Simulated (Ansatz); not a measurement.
# A series in volume scale on HfO₂

Results calculated with Ansatz 0.2.0, not measured. Free energy against uniform scaling of the volume at fixed shape and fractions; periodic cell, basis, potentials, k mesh and filling as listed.

The cell before it is scaled or strained (space group Fm-3m, No. 225):
```
HfO2
1.0
      0.0000     2.5575     2.5575
      2.5575     0.0000     2.5575
      2.5575     2.5575     0.0000
Hf O
1 2
Direct
  0.00000 0.00000 0.00000
  0.25000 0.25000 0.25000
  0.75000 0.75000 0.75000
```

Settings of every row: functional PBE; dispersion none; potentials all-electron LAPW; k mesh 6x6x6; k shift 0x0x0; occupations fixed; smearing width 0 eV; spin none.

Limits: no spin-orbit coupling, which can matter with elements this heavy.

| row | volume scale | V (Å³/atom) | energy above lowest point (meV/atom) |
| --- | --- | --- | --- |
| 1 | 0.94 | 10.483 | 22.7 |
| 2 | 0.96 | 10.706 | ? |
| 3 | 0.98 | 10.929 | 0 |
| 4 | 1 | 11.152 | 0 |
| 5 | 1.02 | 11.375 | 6.6 |
| 6 | 1.04 | 11.598 | 19.1 |
| 7 | 1.06 | 11.821 | 36.9 |

Question: what energy above lowest point should row 2 give?

Worked fit of energy above lowest point. Take u = (V_r/V)^(2/3) − 1 with V_r = 11.264 Å³ an atom, which is twice the finite (Eulerian) strain; such expansions in the strain, on which the Birch-Murnaghan equation of state is built, carry the rest volume and the bulk modulus. The shown rows have u = 0.04907, 0.02033, 0.00668, -0.00652, -0.01929, -0.03167. Least squares give energy above lowest point = 2.54 − 502.3 × u + 18481 × u² + 2587 × u³ meV/atom; a parabola predicts inner rows, each left out in turn, worse (root mean square 0.051 against 0.023 meV/atom). All shown rows lie on it to the printed digit. Its lowest point lies at u = 0.0136, or V = 11.04 Å³ an atom, and the curvature there gives the bulk modulus at fixed shape and fractions, B = (4/9)(1 + u)² E″(u)/V = 246 GPa. The withheld row has u = 0.03445, so the fit gives 2.54 − 502.3 × (0.03445) + 18481 × (0.03445)² + 2587 × (0.03445)³ = 7.3 meV/atom.

The calculation gave 7.3 meV/atom. The fit meets it to the printed digit.
